\subsection*{Effective sample size under reweighting: aluminium from 800 K to 820 K}

\paragraph{Problem.} A classical canonical simulation of a periodic fcc aluminium crystal ($N_a=500$ atoms, fixed volume, fixed centre of mass) at $T_0=800$ K yields $N=2000$ uncorrelated configurations. They are reweighted to $T_1=820$ K with $w_i=e^{-\Delta\beta U_i}$, where $U$ is the potential energy, $\Delta\beta=\beta_1-\beta_0$ and $\beta=1/k_BT$. Treat the crystal as harmonic, with $f=3N_a-3=1497$ modes. Find (a) $N_{\rm eff}$, (b) the standard error of $\langle U\rangle_1$, (c) the shift at which $N_{\rm eff}/N=0.1$, also for 4000 atoms, and (d) $N_{\rm eff}/N$ at zero pressure. For (d) use the compiled measured values $C_{11}=106.75$ GPa, $C_{12}=60.41$ GPa (room temperature; Blaschke) and linear expansion $\alpha=23.1\times10^{-6}$ K$^{-1}$ (293 K; Kaye and Laby Online), with the approximate lattice parameter $a=4.05$ \AA.

\paragraph{Result.} For large $N$,
\begin{equation}
N_{\rm eff}=\frac{(\sum_i w_i)^2}{\sum_i w_i^2}\to N\frac{\langle w\rangle_0^2}{\langle w^2\rangle_0}.
\end{equation}
Weights $e^{-\beta\Delta U}$ with Gaussian $\Delta U$ give $Ne^{-\beta^2\sigma_{\Delta U}^2}$. A small shift $\Delta T=T_1-T_0$ gives
\begin{equation}
N_{\rm eff}\simeq N\exp[-(\Delta T/T)^2C_U/k_B],
\end{equation}
where $C_U=\partial\langle U\rangle/\partial T$ is the configurational part of $C_V$; momenta are not reweighted. Answers: (a) $1.25\times10^3$, (b) 68 meV, (c) 44 K and 16 K, (d) 0.56.

\paragraph{Proof.} The limit is the law of large numbers applied to both sums. Linearising $\hat A=\sum w_iA_i/\sum w_i$ about $\langle A\rangle_1$ gives
\begin{equation}
\operatorname{var}\hat A=\frac{\langle w^2(A-\langle A\rangle_1)^2\rangle_0}{N\langle w\rangle_0^2}=\frac{\langle(A-\langle A\rangle_1)^2\rangle_2}{N_{\rm eff}},
\end{equation}
where ensemble 2 has $\beta_2=2\beta_1-\beta_0$, since $w^2e^{-\beta_0U}=e^{-\beta_2U}$. This reduces to $\sigma_A^2/N_{\rm eff}$ when $A$ is independent of $w$. With cumulants $\kappa_n$ of $U$ at $T_0$, $\ln\langle w^m\rangle_0=\sum_n\kappa_n(-m\Delta\beta)^n/n!$, hence
\begin{equation}
\ln(N_{\rm eff}/N)=-\Delta\beta^2\kappa_2+\Delta\beta^3\kappa_3-\dots
\end{equation}
A Gaussian keeps only $\kappa_2$, and likewise for $\Delta U$ with $\beta$ in place of $\Delta\beta$. The fluctuation relation $\kappa_2=k_BT_0^2C_U$ turns the first term into $-(\Delta T/T_1)^2C_U/k_B$. The harmonic configurational integral $Z\propto\beta^{-f/2}$ gives $C_U=fk_B/2$, $\kappa_3=f(k_BT_0)^3$ and, for $T_1<2T_0$,
\begin{equation}
\frac{N_{\rm eff}}{N}=\frac{Z(\beta_1)^2}{Z(\beta_0)Z(\beta_2)}=\left[1-\left(\frac{\Delta T}{T_0}\right)^2\right]^{f/2}.
\end{equation}

\paragraph{(a)} Here $C_U=748.5\,k_B$, $k_BT_0=68.94$ meV, $\sqrt{\kappa_2}=1.886$ eV and $\Delta\beta=-0.3538$ eV$^{-1}$. The Gaussian term is $-0.445$, or $N_{\rm eff}/N=0.641$; skewness adds $-0.022$, for a sum of $-0.467$. The closed form with $\Delta T/T_0=0.025$ gives $-0.468$, so $N_{\rm eff}/N=0.626$ and $N_{\rm eff}=1.25\times10^3$.

\paragraph{(b)} The energy is not independent of $w$. With $T_2=T_0T_1/(2T_0-T_1)=841.0$ K and $\sigma_1=\sqrt{f/2}\,k_BT_1=1.933$ eV, variance plus squared offset in ensemble 2 give
\begin{equation}
\frac{\langle(U-\langle U\rangle_1)^2\rangle_2}{\sigma_1^2}=\left(\frac{T_2}{T_1}\right)^2+\frac f2\left(\frac{T_2-T_1}{T_1}\right)^2=1.544 .
\end{equation}
The naive $\sigma_1/\sqrt{N_{\rm eff}}=55$ meV becomes 68 meV, on an energy rise $C_U\Delta T=1.29$ eV.

\paragraph{(c)} The small-shift formula at $T_0$ gives $\Delta T=T_0\sqrt{k_B\ln10/C_U}=44$ K. As $C_U$ is extensive, the range falls as $N_a^{-1/2}$: 4000 atoms allow 16 K, and the 20 K shift leaves $N_{\rm eff}/N=0.024$.

\paragraph{(d)} At constant pressure $P$ the weights contain $U+PV$, whose fluctuations raise $C_U$ by $C_P-C_V=9\alpha^2BvT_0$ per atom. With $B=(C_{11}+2C_{12})/3=75.9$ GPa and $v=a^3/4=16.6$ \AA$^3$ this is $0.35\,k_B$, and
\begin{equation}
N_{\rm eff}/N\simeq\exp[-(0.025)^2(748.5+500\times0.35)]=0.56 .
\end{equation}
Aluminium expands faster at 800 K than at room temperature, so $0.35\,k_B$ is too low by several tens of per cent and the true ratio is smaller.

\paragraph{Limits.} Anharmonicity is neglected. A 10\% rise in $C_U$ lowers $N_{\rm eff}$ by 5\%, more than skewness does, so for the real crystal at fixed volume the model supports $N_{\rm eff}/N\approx0.6$, and $\kappa_2$ is best taken from the run. For correlated frames $N$ must first be divided by the statistical inefficiency. When overlap is poor, the sample $N_{\rm eff}$ usually overestimates the limit, because the rare large weights that dominate $\langle w^2\rangle_0$ have not been drawn.